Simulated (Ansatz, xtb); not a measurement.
## Relative energy of two isomers of B4ClH6N3

Structure a is `BN1BNBNB1Cl`, a singlet and structure b is `BB1NBNB(Cl)N1`, a singlet. Both are isolated molecules in the gas phase, relaxed with PBE-D3(BJ)/def2-SVP; the shapes shown needn't be the lowest conformers.

a (Å):

```xyz
14

B     2.0320    1.7319    2.5146
B    -0.0436    1.8287    1.1344
B    -0.1226    0.8555   -1.1862
B     2.0008    0.7316    0.1621
Cl    3.6985    0.1928    0.2162
N     1.3594    1.4248    1.2786
N    -0.7338    1.5352   -0.0797
N     1.2496    0.4699   -1.0240
H     1.4125    2.3118    3.3840
H     3.1910    1.4144    2.6742
H    -0.6069    2.4059    2.0402
H    -1.7093    1.8246   -0.1597
H    -0.7310    0.6167   -2.2095
H     1.7213   -0.0158   -1.7885
```

b (Å):

```yaml
atoms:
  - { symbol: B, position_ang: [1.6373, -1.3520, -1.0844] }
  - { symbol: B, position_ang: [0.4145, -0.6998, -0.0995] }
  - { symbol: B, position_ang: [-1.4802, 0.9566, 0.2647] }
  - { symbol: B, position_ang: [-0.8686, -0.6533, 2.0767] }
  - { symbol: Cl, position_ang: [-1.1331, -1.3114, 3.7206] }
  - { symbol: N, position_ang: [-0.4397, 0.3825, -0.5390] }
  - { symbol: N, position_ang: [-1.6756, 0.4165, 1.5794] }
  - { symbol: N, position_ang: [0.1574, -1.1907, 1.2376] }
  - { symbol: H, position_ang: [1.4328, -2.2692, -1.8646] }
  - { symbol: H, position_ang: [2.7859, -0.9372, -1.0669] }
  - { symbol: H, position_ang: [-0.3053, 0.7704, -1.4730] }
  - { symbol: H, position_ang: [-2.1716, 1.8661, -0.1520] }
  - { symbol: H, position_ang: [-2.4080, 0.8012, 2.1766] }
  - { symbol: H, position_ang: [0.7217, -1.9525, 1.6158] }
```

Quicker runs give these differences E(b) − E(a): GFN2-xTB +34.7 kcal/mol; HF/STO-3G +35.1 kcal/mol (at GFN2-xTB geometries); r2SCAN-D4/def2-SVP +28.6 kcal/mol (at GFN2-xTB geometries).

Q: Estimate E(b) − E(a) at the level CCSD(T)/def2-SVP + ΔMP2/def2-TZVPP.

A: Calculated at CCSD(T)/def2-SVP + ΔMP2/def2-TZVPP: E(b) − E(a) = +28.9 kcal/mol, so structure a lies lower.

How the difference moves with the method:

```csv
level,geometry,E(b) − E(a) (kcal/mol),departure from the last row (kcal/mol),"job, with rough time for the two"
GFN2-xTB,GFN2-xTB,+34.7,+5.8,"optimisation, 0.69 s"
HF/STO-3G,GFN2-xTB,+35.1,+6.2,"single point, 0.77 s"
r2SCAN-D4/def2-SVP,GFN2-xTB,+28.6,−0.3,"single point, 9 s"
PBE-D3(BJ)/def2-SVP,PBE-D3(BJ)/def2-SVP,+27.8,−1.0,"optimisation, 32 s"
HF/def2-SVP,PBE-D3(BJ)/def2-SVP,+29.6,+0.7,part of the CCSD(T) run
MP2/def2-SVP,PBE-D3(BJ)/def2-SVP,+31.9,+3.0,part of the CCSD(T) run
CCSD(T)/def2-SVP,PBE-D3(BJ)/def2-SVP,+30.3,+1.4,single point
CCSD(T)/def2-SVP + ΔMP2/def2-TZVPP,PBE-D3(BJ)/def2-SVP,+28.9,,"single point, 3 min"
```

As drawn, b has 1 B–B, 1 N–H in place of 1 B–N, 1 B–H.

None of the levels shown reverses the order. The largest departure from CCSD(T)/def2-SVP + ΔMP2/def2-TZVPP is that of HF/STO-3G, 6.2 kcal/mol. The last row adds to CCSD(T) the change of the MP2 difference between the two basis sets, here −1.4 kcal/mol.

With thermal terms from frequencies at re-optimised GFN2-xTB minima (ideal gas, soft modes damped towards free rotors, one conformer each, 298.15 K, 1 atm): on the last row, ΔE + ΔZPE = +28.7, ΔH = +29.1, ΔG = +28.2 kcal/mol.

The correlated steps freeze 12 core orbitals. Run with Ansatz 0.2.0, xtb 6.7.1; the last row on 2 threads of Arm Neoverse V1 on a shared host.

Both isomers are chloroborazines carrying a BH₂ group, and the clear preference for a comes mainly from where that group sits. On nitrogen it forms a strong, polar B–N bond, and because it lies in the ring plane its empty p orbital can accept density from the nitrogen lone pair, in competition with the neighbouring ring borons. In b the bond joins two electron-poor borons, and the BH₂ group stands almost perpendicular to the ring, so its empty orbital is turned away from the π system and probably gains only weak hyperconjugation from the ring σ bonds. The stronger N–H bond that replaces B–H offsets only part of this loss. Chlorine stays on a boron flanked by two nitrogens in both isomers, so its contribution is probably secondary.

Hartree–Fock in the def2-SVP basis already gives +29.6 kcal/mol, which suggests that the preference is not chiefly a correlation effect. The energies alone do not separate the σ and π contributions.
